## Notes on domain-wall resistance from spin mistracking

I want the excess resistivity that a smooth rotation of the magnetisation adds to a two-channel metal. The model is that of Levy and Zhang (1997): electrons follow the local exchange field almost adiabatically, and the small lag mixes the two channels when the impurity scattering depends on spin. I treat current in the wall plane (CIW) and current perpendicular to the wall (CPW).

### Premises and conventions

1. One parabolic band of mass $m$, $H_0 = p^2/2m - J\,\boldsymbol\sigma\cdot\hat{\mathbf M}(x)$ with $J>0$. Here $\hat{\mathbf M}$ points along the majority spin, $\uparrow$ labels the lower band, and the exchange splitting is $2J$.
2. Bloch geometry: $x$ is the wall normal and $\hat{\mathbf M} = (0,-\sin\theta,\cos\theta)$. I first take a uniform rotation $\theta = qx$ with $q=\pi/d$, so that $\hat{\mathbf M}$ reverses over a length $d$.
3. Random point scatterers of density $n_i$, $V=\sum_i [v + j\,\boldsymbol\sigma\cdot\hat{\mathbf M}]\,\delta(\mathbf r-\mathbf r_i)$, in the Born approximation. I write $u_\uparrow=v+j$, $u_\downarrow=v-j$ and $s=\mathrm{sign}(u_\uparrow u_\downarrow)$.
4. $J\ll E_F=\hbar^2k_F^2/2m$: both bands share $k_F$, $v_F$ and the density of states per spin $N_0$.
5. Scattering rates small against $2J/\hbar$.
6. No spin-orbit coupling, no Lorentz force, a degenerate gas and elastic scattering only.

In a uniform domain the rates are $w_\sigma=1/\tau_\sigma=(2\pi/\hbar)n_iu_\sigma^2N_0$, the channel conductivities are $1/\rho_\sigma=e^2N_0v_F^2\tau_\sigma/3$, and $1/\rho_0=1/\rho_\uparrow+1/\rho_\downarrow$. Thus $\rho_\sigma\propto w_\sigma$ with a common constant. Premises 4 and 5 are relaxed further down, to first order and fully respectively.

### Rotating frame

Put $\psi=\mathcal R\chi$ with $\mathcal R=e^{-i\theta\sigma_x/2}$. This rotation takes $\hat{\mathbf z}$ into $\hat{\mathbf M}$, so $\mathcal R^\dagger\boldsymbol\sigma\cdot\hat{\mathbf M}\,\mathcal R=\sigma_z$. The derivative acts on $\mathcal R$ too: $\mathcal R^\dagger p_x\mathcal R=p_x-i\hbar\mathcal R^\dagger\partial_x\mathcal R=p_x-\hbar q\sigma_x/2$. Squaring,

$$\tilde H_0=\frac{p^2}{2m}+\frac{\hbar^2q^2}{8m}-J\sigma_z-\frac{\hbar q}{2m}\,p_x\sigma_x .$$

This is translation invariant, so plane waves diagonalise the orbital part. The spin part is $-J(\sigma_z+t\sigma_x)$ with $t=\hbar^2qk_x/2mJ$. With $\mu=k_x/k_F$ on the Fermi sphere,

$$t=2\xi\mu,\qquad \xi=\frac{\hbar^2qk_F}{4mJ}=\frac{\pi\hbar^2k_F}{4mdJ}.$$

The eigenspinors lie along and against the tilted axis $(t,0,1)$:

$$\chi_\uparrow=\begin{pmatrix}\cos a\\ \sin a\end{pmatrix},\qquad \chi_\downarrow=\begin{pmatrix}-\sin a\\ \cos a\end{pmatrix},\qquad \tan 2a=t,$$

with spin energies $\mp J\sqrt{1+t^2}$. To first order $a=\xi\mu$. This is the mistracking: the spin is tilted by $2\xi\mu$ out of the plane of rotation, in opposite senses for the two directions of travel. The correction to $a$ is of order $\xi^3$ and drops out of everything at order $\xi^2$. The energy change $\mp 2J\xi^2\mu^2$ is of relative size $\xi^2J/E_F$ and is dropped under premise 4.

### Scattering rates

In the rotating frame each impurity is the matrix $\mathrm{diag}(u_\uparrow,u_\downarrow)$, independent of its position. For an initial state with angle $a$ and a final state with angle $a'=\xi\mu'$,

$$V_{\uparrow\uparrow}=u_\uparrow\cos a\cos a'+u_\downarrow\sin a\sin a',\qquad V_{\uparrow\downarrow}=u_\downarrow\sin a\cos a'-u_\uparrow\cos a\sin a'.$$

I square, keep order $\xi^2$, and absorb $(2\pi/\hbar)n_iN_0$. The cross product $u_\uparrow u_\downarrow$ becomes $w_c=s\sqrt{w_\uparrow w_\downarrow}$:

$$W_{\uparrow\uparrow}=w_\uparrow(1-a^2-a'^2)+2w_c\,aa',\qquad W_{\uparrow\downarrow}=w_\downarrow a^2+w_\uparrow a'^2-2w_c\,aa'.$$

$W_{\downarrow\downarrow}$ and $W_{\downarrow\uparrow}$ follow by exchanging $\uparrow$ and $\downarrow$, and $W_{\uparrow\downarrow}(\mu,\mu')=W_{\downarrow\uparrow}(\mu',\mu)$, as detailed balance requires. In the total out-scattering rate the $a'^2$ and $aa'$ terms cancel between the two final bands:

$$w_\uparrow(\mu)=w_\uparrow+\xi^2\mu^2(w_\downarrow-w_\uparrow),\qquad w_\downarrow(\mu)=w_\downarrow+\xi^2\mu^2(w_\uparrow-w_\downarrow).$$

Each state scatters at the average of the two rates, weighted by its local spin content.

### Boltzmann equation

Write $\delta f_\sigma=-eEv_F(-\partial f_0/\partial\epsilon)\,g_\sigma(\hat{\mathbf k})$ for electrons of charge $-e$, let $n_E$ be the direction cosine of $\mathbf k$ along the field, and let $\langle\dots\rangle$ be the average over the sphere. Then

$$w_\sigma(\mu)\,g_\sigma-\sum_{\sigma'}\langle W_{\sigma\sigma'}\,g_{\sigma'}\rangle'=n_E,\qquad \sigma_{EE}=e^2N_0v_F^2\sum_\sigma\langle n_E\,g_\sigma\rangle .$$

At zeroth order $g_\sigma=\tau_\sigma n_E$. The kernel depends on $\mu$ and $\mu'$ alone, so the conductivity tensor is diagonal and $\delta\rho/\rho_0=-\delta\sigma/\sigma_0$ at order $\xi^2$.

**CIW.** Take the field along $y$. The solution is odd in $k_y$ and the kernel does not depend on $k_y'$, so the in-scattering term vanishes and $g_\sigma=n_y/w_\sigma(\mu)$. With $\langle n_y^2\rangle=1/3$ and $\langle n_y^2\mu^2\rangle=1/15$,

$$\langle n_yg_\uparrow\rangle=\frac{\tau_\uparrow}{3}-\frac{\xi^2}{15}\tau_\uparrow^2(w_\downarrow-w_\uparrow),$$

and likewise for $\downarrow$. The two corrections add to $-(\xi^2/15)(w_\downarrow-w_\uparrow)(\tau_\uparrow^2-\tau_\downarrow^2)$. I divide by $(\tau_\uparrow+\tau_\downarrow)/3$ and use $\tau_\uparrow-\tau_\downarrow=(w_\downarrow-w_\uparrow)/w_\uparrow w_\downarrow$:

$$\boxed{\frac{\rho_{\rm CIW}-\rho_0}{\rho_0}=\frac{\xi^2}{5}\,\frac{(\rho_\uparrow-\rho_\downarrow)^2}{\rho_\uparrow\rho_\downarrow}}$$

**CPW.** Now $n_E=\mu$ and $g_\sigma$ is odd in $\mu$. Two things change. In the out-scattering part $\langle\mu^4\rangle=1/5$ replaces $1/15$, which gives three times the CIW result, because the states that carry the current are the ones that mistrack most. In the in-scattering part the terms even in $\mu'$ still average to zero, but the $aa'$ terms survive. For $\uparrow$ they give

$$2w_c\xi^2\mu\,\langle\mu'(g_\uparrow-g_\downarrow)\rangle'=\tfrac23w_c\xi^2\mu\,(\tau_\uparrow-\tau_\downarrow),$$

where the zeroth-order $g_\sigma$ suffices and $\langle\mu'^2\rangle=1/3$. For $\downarrow$ the term is the same with the opposite sign. These are extra sources, so $\delta g_\uparrow=\tau_\uparrow\cdot\frac23w_c\xi^2\mu(\tau_\uparrow-\tau_\downarrow)$ and $\delta g_\downarrow=-\tau_\downarrow\cdot\frac23w_c\xi^2\mu(\tau_\uparrow-\tau_\downarrow)$. Multiplying by $\mu$, averaging and adding gives $\frac29w_c\xi^2(\tau_\uparrow-\tau_\downarrow)^2$. Dividing by $(\tau_\uparrow+\tau_\downarrow)/3=(w_\uparrow+w_\downarrow)/3w_\uparrow w_\downarrow$,

$$\left.\frac{\delta\sigma}{\sigma_0}\right|_{\rm in}=+\frac23\,\xi^2\,\frac{(w_\uparrow-w_\downarrow)^2}{w_\uparrow w_\downarrow}\,\frac{w_c}{w_\uparrow+w_\downarrow}.$$

Collecting both parts, with $\frac23=\frac15\cdot\frac{10}{3}$,

$$\boxed{\frac{\rho_{\rm CPW}-\rho_0}{\rho_0}=\frac{\xi^2}{5}\,\frac{(\rho_\uparrow-\rho_\downarrow)^2}{\rho_\uparrow\rho_\downarrow}\left[3-\frac{10}{3}\,\frac{s\sqrt{\rho_\uparrow\rho_\downarrow}}{\rho_\uparrow+\rho_\downarrow}\right]}$$

The sign $s$ is $+1$ for $|v|>|j|$ and $-1$ for $|j|>|v|$, and the two channel resistivities do not fix it. Since $\sqrt{\rho_\uparrow\rho_\downarrow}\le(\rho_\uparrow+\rho_\downarrow)/2$, the bracket lies between $4/3$ and $14/3$, and it tends to 3 for strong asymmetry. Both results vanish for $\rho_\uparrow=\rho_\downarrow$: with equal channels the unperturbed current carries no spin polarisation, and mixing costs nothing.

### Second route: the spin density matrix

The sign and size of the in-scattering term deserve an independent derivation, which also removes premise 5. I keep the fixed basis of the rotating frame and let $\hat g=g_0+\mathbf g\cdot\boldsymbol\sigma$ be a matrix. For $J\ll E_F$ the Born collision term is built from $\hat U=\mathrm{diag}(\sqrt{w_\uparrow},s\sqrt{w_\downarrow})$, and the steady state obeys

$$\frac i\hbar[\hat h,\hat g]+\tfrac12\{\hat U^2,\hat g\}-\hat U\langle\hat g\rangle\hat U=n_E,\qquad \hat h=-J\,\mathbf b\cdot\boldsymbol\sigma,\quad \mathbf b=(2\xi\mu,0,1),$$

with conductivity proportional to $2\langle n_Eg_0\rangle$. The commutator equals $\Omega(\mathbf b\times\mathbf g)\cdot\boldsymbol\sigma$ with $\Omega=2J/\hbar$, and $\mathbf b\times\mathbf g=(-g_y,\;g_x-2\xi\mu g_z,\;2\xi\mu g_y)$. Let $\bar w=(w_\uparrow+w_\downarrow)/2$ and $G=g_x+ig_y$. The anticommutator damps $G$ at the rate $\bar w$, and $\hat U\sigma_{x,y}\hat U=w_c\sigma_{x,y}$ returns $w_c\langle G\rangle$. The transverse equation is

$$(\bar w+i\Omega)\,G-w_c\langle G\rangle=2i\Omega\xi\mu\,g_z .$$

At zeroth order $g_z=Dn_E$ with $D=(\tau_\uparrow-\tau_\downarrow)/2$. The $z$ component of the precession acts as a source $S=-2\Omega\xi\mu\,\mathrm{Im}\,G$, entering as $+S$ for $\uparrow$ and $-S$ for $\downarrow$. It is odd in $n_E$, so $\delta g_\uparrow=\tau_\uparrow S$, $\delta g_\downarrow=-\tau_\downarrow S$ and $\delta g_0=DS$. With $\langle n_Eg_0\rangle=(\tau_\uparrow+\tau_\downarrow)/6$ at zeroth order,

$$\frac{\delta\rho}{\rho_0}=\frac{12\,\Omega\xi D}{\tau_\uparrow+\tau_\downarrow}\,\mathrm{Im}\langle n_E\,\mu\,G\rangle .$$

For CIW, $\langle G\rangle=0$ and $G=2i\Omega\xi D\mu n_y/(\bar w+i\Omega)$. Using $24D^2/(\tau_\uparrow+\tau_\downarrow)=3(w_\uparrow-w_\downarrow)^2/(w_\uparrow w_\downarrow\bar w)$, I recover the boxed CIW result multiplied by $\Omega^2/(\Omega^2+\bar w^2)$.

For CPW the source is proportional to $\mu^2=(\mu^2-\frac13)+\frac13$. The first piece has zero average and relaxes at $\bar w$. The isotropic piece relaxes at $\gamma=\bar w-w_c$, which is proportional to $(u_\uparrow-u_\downarrow)^2/2$. Hence

$$G=2i\Omega\xi D\left[\frac{\mu^2-1/3}{\bar w+i\Omega}+\frac{1/3}{\gamma+i\Omega}\right].$$

With $\langle\mu^2(\mu^2-\frac13)\rangle=\frac15-\frac19=\frac4{45}$,

$$\frac{\delta\rho_{\rm CPW}}{\rho_0}=\xi^2\frac{(\rho_\uparrow-\rho_\downarrow)^2}{\rho_\uparrow\rho_\downarrow}\left[\frac4{15}\frac{\Omega^2}{\Omega^2+\bar w^2}+\frac13\frac{\gamma}{\bar w}\frac{\Omega^2}{\Omega^2+\gamma^2}\right].$$

For $\Omega\gg\bar w$ the bracket is $\frac35-\frac{w_c}{3\bar w}$, which is the boxed CPW result. The sign now has a plain meaning. A spin-polarised current through the spiral carries an isotropic transverse spin density. An impurity destroys it only to the extent that $u_\uparrow\neq u_\downarrow$, so amplitudes of like sign lower the CPW excess and amplitudes of unlike sign raise it.

### From the spiral to an array of walls

For a wall with $q\to\theta'(x)$, define $\xi(x)=\hbar^2k_F\theta'(x)/4mJ$. The kinetic equation gains a term $v_F\mu\,\partial_x\hat g$. The zeroth-order solution is uniform in the rotating frame, so for CIW the transverse equation is $(\bar w+i\Omega+v_F\mu\,\partial_x)G=2i\Omega\xi\mu g_z$ with constant $g_z$. When $\bar w\ll\Omega$ and the precession length $v_F/\Omega$ is short against the wall, it is solved in powers of $1/\Omega$:

$$G\simeq2\mu g_z\left[\xi+\frac i\Omega\left(\bar w\xi+v_F\mu\,\xi'\right)\right],\qquad S\simeq-4\bar w\mu^2g_z\,\xi^2-2v_F\mu^3g_z\,\partial_x(\xi^2).$$

For CPW the $\xi^2$ term acquires its in-scattering part and the gradient term has the same form. Locally the gradient term is not small: for a wall of width $\Delta$ its size relative to the $\xi^2$ term is of order $v_F/\bar w\Delta$. It is a total derivative, however, and drops out of the average over a period. The next terms that survive the average have the form $\bar w(v_F/\Omega)^2\,\overline{\xi'^2}$ and are of relative order $(v_F/\Omega\Delta)^2$, so $\overline S\propto\overline{\xi^2}$ to this accuracy. Averaging the longitudinal equations over a period removes their own gradient term as well, so at order $\xi^2$ the averaged current responds to the averaged source. The boxed results then hold with $\xi^2\to\overline{\xi^2}$, whatever the ratio of mean free path to wall width, and the sense of rotation of each wall is irrelevant.

For the energy density $A\theta'^2+K\sin^2\theta$ the first integral is $A\theta'^2=K\sin^2\theta$, solved by $\theta=2\arctan e^{x/\Delta}$ with $\Delta=\sqrt{A/K}$ and $\theta'=\sin\theta/\Delta=\mathrm{sech}(x/\Delta)/\Delta$. Then $\int\theta'^2dx=2/\Delta$, against $\pi^2/d$ for a uniform half-turn. The width that belongs in $\xi$ is therefore $d=\pi^2\Delta/2$, and walls a distance $L\gg\Delta$ apart give $\overline{\xi^2}=\xi^2d/L$. The peak value is $\xi_{\max}=\hbar^2k_F/4mJ\Delta=\pi\xi/2$, and $(v_F/\Omega\Delta)^2=4\xi_{\max}^2$.

### The first correction in $J/E_F$

Premise 4 is the weak one, so I work out the next order in the Boltzmann limit. Let $\varepsilon=J/E_F$, $\sigma=\pm1$, $k_\sigma=\kappa_\sigma k_F$ with $\kappa_\sigma^2=1+\sigma\varepsilon$, and $\alpha=\rho_\downarrow/\rho_\uparrow$. Then $N_\sigma=N_0\kappa_\sigma$, $w_\sigma\propto u_\sigma^2\kappa_\sigma$, $\rho_\sigma\propto w_\sigma/\kappa_\sigma^3$, and $a=\xi\kappa_\sigma\mu$ on sheet $\sigma$.

(i) The $a'^2$ terms no longer cancel. For $\uparrow$ they leave $-u_\uparrow^2\xi^2(\kappa_\uparrow^3-\kappa_\downarrow^3)/3$ in units where $w_\sigma=u_\sigma^2\kappa_\sigma$, and $\kappa_\uparrow^3-\kappa_\downarrow^3\simeq3\varepsilon$. So

$$\delta w_\uparrow=\xi^2(1+\varepsilon)\mu^2(w_\downarrow-w_\uparrow)-\varepsilon\xi^2w_\uparrow,\qquad \delta w_\downarrow=\xi^2(1-\varepsilon)\mu^2(w_\uparrow-w_\downarrow)+\varepsilon\xi^2w_\downarrow,$$

with $w_\downarrow/w_\uparrow=\alpha(1-3\varepsilon)$.

(ii) The energy term $-\sigma Jt^2/2$ makes each sheet an ellipsoid with $1/m_x=(1-\sigma\eta)/m$ and $\eta=\hbar^2q^2/4mJ=2\varepsilon\xi^2$. Carrier density and density of states both scale as $\sqrt{m_x}$, so $n_\sigma\tau_\sigma$ is unchanged. CIW is unaffected, and the CPW channel conductivity changes by the fraction $-\sigma\eta$. The constant $\hbar^2q^2/8m=\varepsilon^2\xi^2E_F$ is of second order.

(iii) The in-scattering contribution becomes $\frac29u_\uparrow u_\downarrow\xi^2(\kappa_\uparrow^3\tau_\uparrow-\kappa_\downarrow^3\tau_\downarrow)^2$. In units with $\rho_\sigma=1/\kappa_\sigma^3\tau_\sigma$ one has $u_\sigma^2=\rho_\sigma\kappa_\sigma^2$, so $u_\uparrow u_\downarrow=s\sqrt{\rho_\uparrow\rho_\downarrow}\sqrt{1-\varepsilon^2}$, with no first-order change.

Let $c=1/5$ for CIW and $3/5$ for CPW be the current-weighted mean of $\mu^2$. From (i), the $\varepsilon\xi^2$ coefficient of $\delta\sigma_\uparrow/\sigma_\uparrow$ is $c(2\alpha+1)+1$ and that of $\delta\sigma_\downarrow/\sigma_\downarrow$ is $-c(2/\alpha+1)-1$. For CPW, (ii) adds $-2$ and $+2$. I weight the channels as $\alpha:1$ and divide by $(\alpha-1)^2/5\alpha$. The factors that multiply $(\xi^2/5)(\alpha-1)^2/\alpha$ become

$$B_{\rm CIW}=1-\varepsilon\,\frac{2\alpha^2+8\alpha+2}{\alpha^2-1},\qquad B_{\rm CPW}=3-\frac{10}{3}\frac{s\sqrt\alpha}{1+\alpha}-\varepsilon\,\frac{6\alpha^2+4\alpha+6}{\alpha^2-1}.$$

The correction is odd under $\alpha\to1/\alpha$, and its contribution to $\delta\rho$ vanishes only linearly in $\alpha-1$.

### Range of validity

- Adiabaticity: the expansion runs in $t^2$, so omitted terms, including the gradient corrections to the period-averaged source, are of relative order $4\xi_{\max}^2$.
- Resolved spin bands: $\bar w,\gamma\ll2J/\hbar$, with the Lorentzian factors above as the correction.
- Small splitting: $\varepsilon$ times the coefficients in $B$ must be small, which is much stricter than $J\ll E_F$ and fails as $\alpha\to1$.
- Born scattering from point defects and $k_F\lambda_\sigma\gg1$, with $\lambda_\sigma=v_F\tau_\sigma$. Finite-range potentials add in-scattering in both geometries.
- Low temperature, such that magnon spin mixing and phonons are negligible against impurity scattering.
- One spherical band, no spin-orbit coupling, and a bulk sample without surface scattering.

### Illustration: L1$_0$ FePd stripe domains

Take a film with the $c$ axis along the normal $z$, aligned stripes along $y$ and Bloch walls normal to $x$, ignoring closure structure at the surfaces. Typical approximate magnetic inputs are $A\approx0.044$ eV/nm, $K\approx0.011$ eV/nm$^3$ and a wall spacing $L\approx70$ nm. The single-band inputs are assumed model values for an $s$-like band and do not describe the real multi-sheet Fermi surface: $m=m_e$, $k_F=1.0$ Å$^{-1}$, $J=0.5$ eV, $\alpha=5$, $\lambda_\uparrow=20$ nm. The temperature is 4.2 K, where $k_BT=0.36$ meV is negligible against every other energy. I carry unrounded values between steps.

With $\hbar^2/m_e=0.0762$ eV nm$^2$, I get $E_F=3.81$ eV and $\varepsilon=0.131$. The wall has $\Delta=2.0$ nm and $d=9.87$ nm, so $\xi=0.121$, $\xi^2=0.0147$, $\xi_{\max}=0.19$ and $d/L=0.141$. The asymmetry factor is $(\alpha-1)^2/5\alpha=0.64$. With $\sqrt\alpha/(1+\alpha)=0.373$ the in-scattering term is $1.24$, and the CPW bracket is $1.76$ for $s=+1$ and $4.24$ for $s=-1$.

| excess resistivity (%) | CIW | CPW, $s=+1$ | CPW, $s=-1$ |
|---|---|---|---|
| inside the equivalent wall of width $d$ | 0.94 | 1.7 | 4.0 |
| film average | 0.13 | 0.23 | 0.56 |
| film average with the $J/E_F$ term | 0.07 | 0.1 | 0.4 |

The sizes of the neglected terms are as follows.

Adiabaticity is moderate: the precession length $v_F/\Omega$ is $0.76$ nm against $\Delta=2.0$ nm, and $4\xi_{\max}^2=0.15$.

The spin bands are well resolved. With $\hbar w_\sigma=\hbar^2k_F/m\lambda_\sigma$ and $\lambda_\downarrow=4$ nm ($k_F\lambda_\downarrow=40$), the rates are $\hbar w_\uparrow=0.038$ eV, $\hbar w_\downarrow=0.19$ eV and $\hbar\bar w=0.114$ eV, against $\hbar\Omega=1.0$ eV. The length $v_F/\bar w$ is $6.7$ nm, longer than $\Delta$, so the excess is nonlocal on the scale of the wall and only its period average has a direct meaning. The factor $\Omega^2/(\Omega^2+\bar w^2)$ is $0.987$. For $\hbar\gamma=0.029$ eV ($s=+1$) and $0.20$ eV ($s=-1$) the second Lorentzian factor is $0.999$ and $0.962$.

The $J/E_F$ term rivals the effect. Its coefficients at $\alpha=5$ are $3.83$ and $7.33$, which lower $B_{\rm CIW}$ by $0.50$ and $B_{\rm CPW}$ by $0.96$. The factors become $0.50$, $0.80$ and $3.3$, and these give the last row of the table. A first-order shift of this size supports one figure only. If the minority channel were the better conductor, $\alpha=1/5$, the shifts would have the same size and the opposite sign.

Spin-orbit effects lie outside the model and also matter. In the wall $\hat{\mathbf M}$ has a component $\sin\theta=\mathrm{sech}(x/\Delta)$ along the stripes, so a CIW current along $y$ samples anisotropic magnetoresistance with weight $\overline{\sin^2\theta}=2\Delta/L=0.057$. A typical ratio of about 1 % then contributes $0.06$ %, comparable to the CIW mistracking term. For CPW, $\hat{\mathbf M}$ stays perpendicular to the current. There the Hall resistivity $\rho_H$ alternates in sign between stripes, while $E_y$ is continuous across the walls and vanishes. Each stripe then carries a transverse current of magnitude $\theta_Hj_x$ with $\theta_H=\rho_H/\rho_0$, and $\rho$ rises by the fraction $\theta_H^2$, which is $0.01$ % for a typical Hall angle of about $0.01$.

For these inputs the model gives a film-averaged excess of order a tenth of a per cent for CIW and one to several tenths for CPW, scaling as $1/(\Delta L J^2)$ at leading order.